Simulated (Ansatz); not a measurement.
Ti: the change of phonon heat capacity and phonon entropy with temperature

Harmonic vibrational free energy, entropy and heat capacity at constant volume, per atom, from the force constants of a q mesh, imaginary modes left out; plane waves with PAW datasets, Gamma-centred k mesh. The results are calculated, by Ansatz 0.2.0.

Structure of every row (space group Fm-3m, No. 225):
```
cell vectors (Å)
   0.0000     2.0179     2.0179
   2.0179     0.0000     2.0179
   2.0179     2.0179     0.0000
atoms (fractions of the cell vectors)
Ti  0.00000  0.00000  0.00000
```

Settings of every row: functional LDA; dispersion none; spin none; wave cutoff 420 eV; k mesh 20x20x20; occupations fermi dirac; smearing width 0.15 eV; volume over rest 1.02; phonon method linear response; q mesh 2x2x2.

Limits: coarse q mesh; metal sensitive to the k mesh.

```
row  temperature (K)  phonon heat capacity (kB/atom)  phonon entropy (kB/atom)  phonon free energy (meV/atom)
  1              200                           2.731                     3.227                            0.9
  2              300                           2.876                     4.367                          -32.1
  3              400                               ?                         ?                              ?
  4              500                           2.954                     5.859                         -121.2
  5              600                           2.968                     6.399                         -174.1
  6              700                           2.976                     6.857                         -231.3
  7              800                           2.982                     7.255                         -292.1
  8              900                           2.986                     7.607                         -356.2
  9             1000                           2.988                     7.921                         -423.1
```

Question: what phonon heat capacity and phonon entropy should row 3 give?

Worked fit of phonon heat capacity. At high temperature a harmonic heat capacity falls short of its limit by a term in 1/T², so take t = (100 K / T)². The shown rows have t = 0.25, 0.11111, 0.04, 0.02778, 0.02041, 0.01562, 0.01235, 0.01. Least squares give phonon heat capacity = 2.9996 − 1.1453 × t + 0.284 × t² kB/atom; a straight line predicts inner rows, each left out in turn, worse (root mean square 0.0016 against 0.0005 kB/atom). The rows lie off it by 0.000, 0.000, 0.000, 0.000, 0.000, 0.000, 0.001, 0.000. The constant, 2.9996 kB/atom, is to be held against the harmonic limit of 3 k_B an atom. The withheld row has t = 0.0625, so the fit gives 2.9996 − 1.1453 × (0.0625) + 0.284 × (0.0625)² = 2.929 kB/atom.

The calculation gave 2.929 kB/atom. The fit meets it to the printed digit.

Worked fit of phonon entropy. Entropy rises as the heat capacity times the change of ln T, so take t = ln(T / 300 K). The shown rows have t = -0.4055, 0, 0.5108, 0.6931, 0.8473, 0.9808, 1.0986, 1.204. Least squares give phonon entropy = 4.3756 + 2.86934 × t + 0.06567 × t² kB/atom; a straight line predicts inner rows, each left out in turn, worse (root mean square 0.017 against 0.006 kB/atom). The rows lie off it by 0.004, -0.009, 0.001, 0.003, 0.003, 0.002, 0.000, -0.004 (root mean square 0.0041 kB/atom), a smooth pattern that one more power would take up: the form is only approximate. The slope at t = 0, 2.87 kB/atom, estimates the heat capacity at 300 K. The withheld row has t = 0.2877, so the fit gives 4.3756 + 2.86934 × (0.2877) + 0.06567 × (0.2877)² = 5.207 kB/atom.

The calculation gave 5.203 kB/atom. The fit lies 0.004 kB/atom (0.085 % of the column's range) above it; its largest miss of a shown row is 0.009 kB/atom.

The other values of row 3: phonon free energy -73.5 meV/atom.
